# Interface states of an α-Sn/CdTe well: two basis functions are enough

## Model and conventions

Growth axis $z$, well on $|z|<d/2$, in-plane wave vector $k=0$ unless stated. I keep two bands per spin: the s-like band (envelope $f$, upper component) and the light $j=3/2$, $|m|=1/2$ band (envelope $g$). In CdTe the s-like $\Gamma_6$ level lies above $\Gamma_8$. In α-Sn the s-like $\Gamma_7^-$ level lies below $\Gamma_8^+$. With energy counted from a common midgap,

$$H=-i\hbar v\,\sigma_y\,\partial_z+M(z)\,\sigma_z,\qquad M=\begin{cases}-\Delta_w & |z|<d/2\\ +\Delta_b & |z|>d/2,\end{cases}$$

with $\Delta_w,\Delta_b>0$ the half-gaps and one velocity $v$ on both sides. In components,

$$(M-E)f=\hbar v\,g',\qquad (M+E)g=\hbar v\,f'.$$

The equations are of first order, so $f$ and $g$ are continuous at the steps. Since $\sigma_xH\sigma_x=-H$, levels come in pairs $\pm E$. I write $q_w=\Delta_w/\hbar v$ and $q_b=\Delta_b/\hbar v$.

## One interface

At $E=0$ I try $g=sf$ with $s=\pm1$. Both equations become $\hbar v f'=sMf$.

Right interface alone ($M_R=-\Delta_w$ for all $z<d/2$, $+\Delta_b$ beyond): decay on both sides needs $s=-1$,

$$|R\rangle=\phi_R(z)\,\frac{1}{\sqrt2}\binom{1}{-1},\qquad \phi_R=N\begin{cases}e^{q_w(z-d/2)} & z<d/2\\ e^{-q_b(z-d/2)} & z>d/2.\end{cases}$$

Left interface alone: $s=+1$, spinor $(1,1)/\sqrt2$, $\phi_L(z)=\phi_R(-z)$. Normalisation gives $N^2\,[1/(2q_w)+1/(2q_b)]=1$, that is

$$N^2=\frac{2q_wq_b}{q_w+q_b}=\frac{\bar\Delta}{\hbar v},\qquad \bar\Delta\equiv\frac{2\Delta_w\Delta_b}{\Delta_w+\Delta_b}.$$

This is the zero mode of Jackiw and Rebbi (1976), found for band-inverted junctions by Volkov and Pankratov (1985). It exists only because $M$ changes sign: with equal signs neither $s$ decays on both sides.

## The smallest model: a $2\times2$ matrix

I take $|L\rangle$ and $|R\rangle$ as the whole basis for the real well. Three facts make the matrix simple.

1. The spinors are the two eigenvectors of $\sigma_x$, so $\langle L|R\rangle=0$ at any $d$, however much the envelopes overlap. No overlap matrix is needed.
2. $|R\rangle$ is annihilated by the Hamiltonian with $M_R$, so $H|R\rangle=(M-M_R)\sigma_z|R\rangle$. The factor $M-M_R$ equals $\Delta_b+\Delta_w$ in the left barrier and vanishes elsewhere.
3. $\sigma_z$ swaps the two spinors. Hence $\langle R|H|R\rangle=\langle L|H|L\rangle=0$, and the spinor factor of the off-diagonal element is $+1$.

One integral remains, over the left barrier:

$$t=\langle L|H|R\rangle=(\Delta_w+\Delta_b)N^2\int_{-\infty}^{-d/2}e^{q_b(z+d/2)}\,e^{q_w(z-d/2)}\,dz=(\Delta_w+\Delta_b)\,N^2\,\frac{e^{-q_wd}}{q_w+q_b}.$$

Since $\Delta_w+\Delta_b=\hbar v(q_w+q_b)$, this is $t=\hbar vN^2e^{-q_wd}$. So

$$H_2=\begin{pmatrix}0&t\\ t&0\end{pmatrix},\qquad E_\pm=\pm t=\pm\frac{2\Delta_w\Delta_b}{\Delta_w+\Delta_b}\,e^{-\Delta_wd/\hbar v}.$$

Within the two-function space this holds with no expansion: the wide-well law is the exact spectrum of $H_2$. The prefactor is $\hbar v$ times the probability density of the zero mode at its own interface, the harmonic mean of the half-gaps. The exponent contains the full width $d$ once, because $t$ is an amplitude and not a probability. The upper state $(|L\rangle+|R\rangle)/\sqrt2$ has $f=(\phi_L+\phi_R)/2$, even in $z$, and $g=(\phi_L-\phi_R)/2$, odd. The lower state has the parities exchanged.

For in-plane motion in the Dirac model I add spin matrices $s_x,s_y$ and the term $\hbar v_\parallel\sigma_x(s_xk_x+s_yk_y)$, which anticommutes with $H$. On $|L\rangle$ and $|R\rangle$ the matrix $\sigma_x$ is $+1$ and $-1$, so isolated interfaces carry massless cones $\pm\hbar v_\parallel k$ of opposite helicity. With coupling, $E=\pm\sqrt{t^2+(\hbar v_\parallel k)^2}$, each level twofold. The same form holds in the full Dirac problem with the exact $k=0$ level in place of $t$, because the cross terms cancel in the square of the Hamiltonian. The gap of the pair is $2t$.

## The full two-band problem, for comparison

For $0<E<\min(\Delta_w,\Delta_b)$ put $\hbar v\kappa_w=\sqrt{\Delta_w^2-E^2}$ and $\hbar v\kappa_b=\sqrt{\Delta_b^2-E^2}$. For even $f$:

- outside, $f\propto e^{-\kappa_bz}$ gives $g/f=-\sqrt{(\Delta_b-E)/(\Delta_b+E)}$;
- inside, $f\propto\cosh\kappa_wz$ gives $g/f=-\sqrt{(\Delta_w+E)/(\Delta_w-E)}\,\tanh\kappa_wz$.

Matching at $z=d/2$,

$$\tanh\frac{\kappa_wd}{2}=\sqrt{\frac{(\Delta_b-E)(\Delta_w-E)}{(\Delta_b+E)(\Delta_w+E)}}=e^{-u},\qquad u=\operatorname{artanh}\frac{E}{\Delta_w}+\operatorname{artanh}\frac{E}{\Delta_b}.$$

The left side is below 1, so $u>0$ and $E>0$, as $H_2$ says for even $f$. Solving for the exponential gives $e^{-\kappa_wd}=(1-e^{-u})/(1+e^{-u})$, that is

$$e^{-\kappa_wd}=\tanh\frac u2,\qquad d(E)=-\frac{\hbar v}{\sqrt{\Delta_w^2-E^2}}\,\ln\tanh\frac{u(E)}{2}.$$

This is closed in the direction $d(E)$. For $\Delta_w=\Delta_b=\Delta$ it reduces to $E=\Delta\,e^{-\kappa_wd}$.

Now the expansion in $E$. With $a=1/\Delta_w$, $b=1/\Delta_b$ I have $u=(a+b)E+(a^3+b^3)E^3/3+\dots$ and $\tanh(u/2)=u/2-u^3/24+\dots$. The relative cubic coefficient is $(a^2-ab+b^2)/3-(a+b)^2/12=(a-b)^2/4$, so

$$\tanh\frac u2=\frac{E}{\bar\Delta}\Big[1+\tfrac14(a-b)^2E^2+\dots\Big],\qquad e^{-\kappa_wd}=e^{-q_wd}\Big[1+\frac{q_wd\,E^2}{2\Delta_w^2}+\dots\Big].$$

Leading order: $E=\bar\Delta e^{-q_wd}=t$, the general statement. Next order:

$$E\simeq E^{(2)}=t\left\{1+t^2\left[\frac{q_wd}{2\Delta_w^2}-\frac14\Big(\frac1{\Delta_w}-\frac1{\Delta_b}\Big)^2\right]\right\}.$$

The relative correction is of order $q_wd\,e^{-2q_wd}$. The condition $d\gg\hbar v/\Delta_w$ is therefore mild: what has to be small is the square of the tunnelling amplitude. The first term in the bracket says that a level away from midgap decays more slowly in the well. The frozen functions $\phi_{L,R}$ cannot show this.

## Numbers

Inputs:

- CdTe gap 1.48 eV at 300 K, a compiled measured value (Skelton 2020), so $\Delta_b=0.74$ eV.
- α-Sn inverted gap $E(\Gamma_8^+)-E(\Gamma_7^-)$, typical value 0.41 eV, so $\Delta_w=0.205$ eV.
- $v=1.2\times10^6$ m/s, assumed. I chose it so that the band-edge mass $\Delta_w/v^2=0.025\,m_e$ has the size typical of the light band of α-Sn; this is a choice of input and tests nothing. In the Kane model $\hbar v=\sqrt{2/3}\,P$ along $z$, so the choice means a Kane energy $E_P=2m_eP^2/\hbar^2=3m_ev^2=24.6$ eV.

Then $\hbar v=1.265\times10^{-28}$ J m $=0.790$ eV nm, and the decay lengths are $1/q_w=3.85$ nm and $1/q_b=1.07$ nm. Further $\bar\Delta=321.1$ meV, $N^2=0.406$ nm$^{-1}$, and a fraction $\Delta_b/(\Delta_w+\Delta_b)=0.783$ of a single zero mode sits on the tin side. At $d=10$ nm, $e^{-q_wd}=0.07461$ and $t=23.96$ meV. The coupling halves with every $\ln2/q_w=2.67$ nm of added tin.

| $d$ (nm) | $q_wd$ | $t$ (meV) | $E^{(2)}$ (meV) | exact $E$ (meV) | $t/E$ |
|---|---|---|---|---|---|
| 5 | 1.30 | 87.7 | 96.0 | 99.8 | 0.879 |
| 10 | 2.60 | 24.0 | 24.3 | 24.4 | 0.984 |
| 15 | 3.89 | 6.54 | 6.56 | 6.56 | 0.998 |
| 20 | 5.19 | 1.79 | 1.79 | 1.79 | 1.000 |

"Exact" means the root of the matching condition. The three figures compare two solutions of one Hamiltonian and say nothing about accuracy for the material. The two-function model lies 12 % low at 5 nm and 1.6 % low at 10 nm.

In thin wells it fails in kind. The matching condition, written as $(\Delta_w+E)\tanh(\kappa_wd/2)/(\hbar v\kappa_w)=\sqrt{(\Delta_b-E)/(\Delta_b+E)}$, is regular at $\kappa_w\to0$, where the left side tends to $q_wd$. The level therefore reaches $E=\Delta_w$ at

$$d_1=\frac{1}{q_w}\sqrt{\frac{\Delta_b-\Delta_w}{\Delta_b+\Delta_w}}=2.90\ \text{nm}.$$

Below $d_1$ the envelope inside is a cosine and the state is an ordinary confined subband. As $d\to0$ the left side vanishes and $E\to\Delta_b$, whereas $t\to\bar\Delta$. In neither solution does $E$ pass through zero: the even-$f$ level stays above the odd-$f$ level at every width.

## What the model leaves out, with sizes

**Midgap offset.** Let the well midgap lie $V$ above the barrier midgap. In $H_2$ the potential is diagonal, again because the spinors are orthogonal, and it shifts both levels by $V$ times the weight in the well. In the full problem $E\to E-V$ inside, so $u=\operatorname{artanh}[(E-V)/\Delta_w]+\operatorname{artanh}(E/\Delta_b)$. A single interface needs $u=0$, which gives $E_0=V\Delta_b/(\Delta_w+\Delta_b)$. With $\eta=V/(\Delta_w+\Delta_b)$ I find $E_0/\Delta_b=\eta$, $(E_0-V)/\Delta_w=-\eta$, $\kappa_w=q_w\sqrt{1-\eta^2}$ and $du/dE=(a+b)/(1-\eta^2)$. Linearising $e^{-\kappa_wd}=\pm\tanh(u/2)$, the two signs being the two parities,

$$E_\pm=E_0\pm\bar\Delta\,(1-\eta^2)\,e^{-q_wd\sqrt{1-\eta^2}}.$$

With an assumed valence-band offset of 1.0 eV (tin $\Gamma_8$ above CdTe $\Gamma_8$) the midgaps lie at $-0.205$ eV and $-0.26$ eV from the tin $\Gamma_8$ edge. Then $V=0.055$ eV, $\eta=0.058$ and $E_0=43$ meV. The shift exceeds $t$ at 10 nm, but it is common to both levels, and the splitting at 20 nm changes only by a factor 1.005. For an assumed $V=0.25$ eV the factor is 1.12. Aligned midgaps are a good idealisation for the splitting and a poor one for the position of the pair.

**Split-off band.** At $k=0$ the s-like state couples along $z$ to the split-off band with half the squared strength of its light-hole coupling. Let $E_s$ and $E_8$ be the local band edges and $\Delta_{so}$ the local spin-orbit splitting. Eliminating both hole envelopes gives

$$D(E)=\frac{1}{E-E_8}+\frac{1}{2(E-E_8+\Delta_{so})},\qquad(\hbar v\kappa)^2=\frac{E_s-E}{D},$$

with $f$ and $Df'$ continuous. Define $\Lambda=|D\,(E_s-E)|$ on each side, so that $\hbar v|D|\kappa=\sqrt\Lambda$. The matching reads $\sqrt{\Lambda_w}\,\tanh^{\pm1}(\kappa_wd/2)=\sqrt{\Lambda_b}$. A single interface needs $\Lambda_w=\Lambda_b$, and linearising gives the half-splitting $4\Lambda\,e^{-\kappa_wd}/(\Lambda_w'-\Lambda_b')$, primes meaning $d/dE$. I use 0.95 eV for CdTe, a compiled measured value mostly from low temperature (Peralta 2006), a typical 0.8 eV for α-Sn, $V=0$ and the same $P$. The interface level moves to $+28$ meV, $\kappa_w$ becomes $1.07\,q_w$, and the prefactor falls to 0.29 eV. At 20 nm the half-splitting is 0.63 times the two-band value, 1.1 meV in place of 1.8 meV. The form of the law survives, but this change is far larger than the difference between $t$ and the exact two-band root.

**Quadratic terms.** Remote bands replace $M$ by $M+Bk_z^2$. At $E=0$ in the well $\hbar v\kappa=\Delta_w+B\kappa^2$, so $\delta\kappa/q_w\simeq Bq_w^2/\Delta_w$. The free-electron energy $\hbar^2q_w^2/2m_e$ is 2.6 meV. With an assumed $B=5\hbar^2/2m_e$ the relative change is 0.063, and the exponential at 20 nm is multiplied by 0.72.

**Velocity.** Lowering $v$ by 10 % multiplies $t$ at 20 nm by 0.56. The prefactor $\bar\Delta$ does not contain $v$.

**Heavy holes.** The pair sits about $\Delta_w$ below the tin $\Gamma_8$ edge, in the energy range of the heavy-hole subbands of the well. For growth along [001] and $k=0$ the envelope Hamiltonian does not couple the $|m|=3/2$ states to the s-like and light states, so the $k=0$ levels stand. At $k\neq0$ the s-like band couples to heavy holes with $Pk/\sqrt2$, which is larger than its in-plane light-hole coupling $Pk/\sqrt6$ (that is, $v_\parallel=v/2$). The hyperbola $\sqrt{t^2+(\hbar v_\parallel k)^2}$ is then a property of the Dirac model and not the dispersion of α-Sn/CdTe. Nor is $2t$ the fundamental gap of the well. A change of level order with thickness involves the upper level of the pair and the heavy-hole subbands, which the two-band model does not contain.

## Where this leaves me

The statement $E=\pm\bar\Delta e^{-\Delta_wd/\hbar v}$ is the exact spectrum of a $2\times2$ matrix built from two single-interface zero modes, and it is the leading term of the exact two-band condition $e^{-\kappa_wd}=\tanh(u/2)$. For my inputs the model's splitting $2t$ is 48 meV at 10 nm and 3.6 meV at 20 nm. These are the model's numbers. I know no typical value of this $k=0$ splitting in α-Sn/CdTe to weigh them against. The split-off band and a positive $B$ both shorten the decay length, so at fixed $P$ the two-band figure at 20 nm is too high, by the inverse of 0.63 from the first effect alone, and a 10 % uncertainty in $v$ matters as much.